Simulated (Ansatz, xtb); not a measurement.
# Relative energy of two isomers of CH6GeN

Structure X is `C[NH][GeH2]`, a doublet and structure Y is `[CH2][GeH2][NH2]`, a doublet. Both are isolated molecules in the gas phase, relaxed with B3LYP-D3(BJ)/def2-SVP; the shapes shown needn't be the lowest conformers.

X (Å):

```xyz
9

C    -1.0198    1.4581    0.2703
Ge   -1.2774   -1.3245   -0.5862
N    -1.8239    0.2546    0.2205
H    -1.1253    2.1080   -0.6210
H    -1.2812    2.0664    1.1547
H     0.0452    1.1922    0.3610
H    -2.8230    0.4458    0.1741
H    -2.2804   -2.3873   -0.0308
H     0.1360   -1.5811    0.0317
```

Y (Å):

```xyz
9

C    -1.6635    1.3705    1.2063
Ge   -0.8971    0.5146   -0.3402
N    -1.2507   -1.2964   -0.1870
H    -1.7414    0.8410    2.1619
H    -2.0092    2.4094    1.1970
H     0.6467    0.6226   -0.3702
H    -1.4541    1.1994   -1.6201
H    -2.2413   -1.5303   -0.2409
H    -0.7554   -1.8716   -0.8672
```

Quicker runs give these differences E(Y) − E(X): GFN2-xTB +1.533 eV; HF/STO-3G −0.664 eV (at GFN2-xTB geometries); r2SCAN-D4/def2-SVP +0.334 eV (at GFN2-xTB geometries).

Estimate E(Y) − E(X) at the level CCSD(T)/def2-SVP + ΔMP2/def2-TZVPP.

Calculated at CCSD(T)/def2-SVP + ΔMP2/def2-TZVPP: E(Y) − E(X) = +0.181 eV, so structure X lies lower.

How the difference moves with the method:

```
                             level               geometry  E(Y) − E(X) (eV)  departure from the last row (eV)  job, with rough time for the two
                          GFN2-xTB               GFN2-xTB              +1.533                            +1.351              optimisation, 0.25 s
                         HF/STO-3G               GFN2-xTB              −0.664                            −0.846              single point, 0.58 s
                r2SCAN-D4/def2-SVP               GFN2-xTB              +0.334                            +0.153               single point, 9.6 s
             B3LYP-D3(BJ)/def2-SVP  B3LYP-D3(BJ)/def2-SVP              +0.530                            +0.348             optimisation, 1.9 min
                       HF/def2-SVP  B3LYP-D3(BJ)/def2-SVP              −0.001                            −0.183           part of the CCSD(T) run
                      MP2/def2-SVP  B3LYP-D3(BJ)/def2-SVP              +0.380                            +0.198           part of the CCSD(T) run
                  CCSD(T)/def2-SVP  B3LYP-D3(BJ)/def2-SVP              +0.387                            +0.205                      single point
CCSD(T)/def2-SVP + ΔMP2/def2-TZVPP  B3LYP-D3(BJ)/def2-SVP              +0.181                                                  single point, 73 s
```

As drawn, Y has 1 C–Ge, 1 N–H in place of 1 C–N, 1 C–H.

HF/STO-3G puts the two in the other order. HF/def2-SVP finds them nearly level. The largest departure from CCSD(T)/def2-SVP + ΔMP2/def2-TZVPP is that of GFN2-xTB, 1.351 eV. The last row adds to CCSD(T) the change of the MP2 difference between the two basis sets, here −0.205 eV, a large step that makes the value less sure.

With harmonic frequencies from B3LYP-D3(BJ)/def2-SVP (ideal gas, rigid rotor, one conformer each, 298.15 K, 1 atm): on the last row, ΔE + ΔZPE = +0.078, ΔH = +0.094, ΔG = +0.068 eV.

Open shells are spin-unrestricted. The correlated steps freeze 11 core orbitals; the filled d shell of Ge is correlated, in a basis made for valence electrons. Run with Ansatz 0.2.0, xtb 6.7.1; the last row on 2 threads of Arm Neoverse N1 on a shared host.

The preference for X is small, +0.181 eV at the highest level used. X keeps a strong, compact C–N bond and puts the unpaired electron mainly on germanium, where a radical centre costs less than on carbon. Y has the weaker C–Ge bond and a carbon-centred radical, but gains an N–H bond that is stronger than the methyl C–H bond it replaces.

Electron correlation favours X, probably because the short C–N bond brings its electron pairs closer together than the longer C–Ge bond does. MP2 and CCSD(T) nearly coincide in the small basis, so the treatment of correlation beyond second order matters little here. Enlarging the basis favours Y, which suggests that its four-coordinate germanium gains more from added polarisation functions.

Zero-point energy narrows the gap further, as expected when a stiff C–N linkage gives way to a softer C–Ge one. The free-energy difference of +0.068 eV is therefore too small to settle the order, and neither energy says whether the radicals interconvert readily.
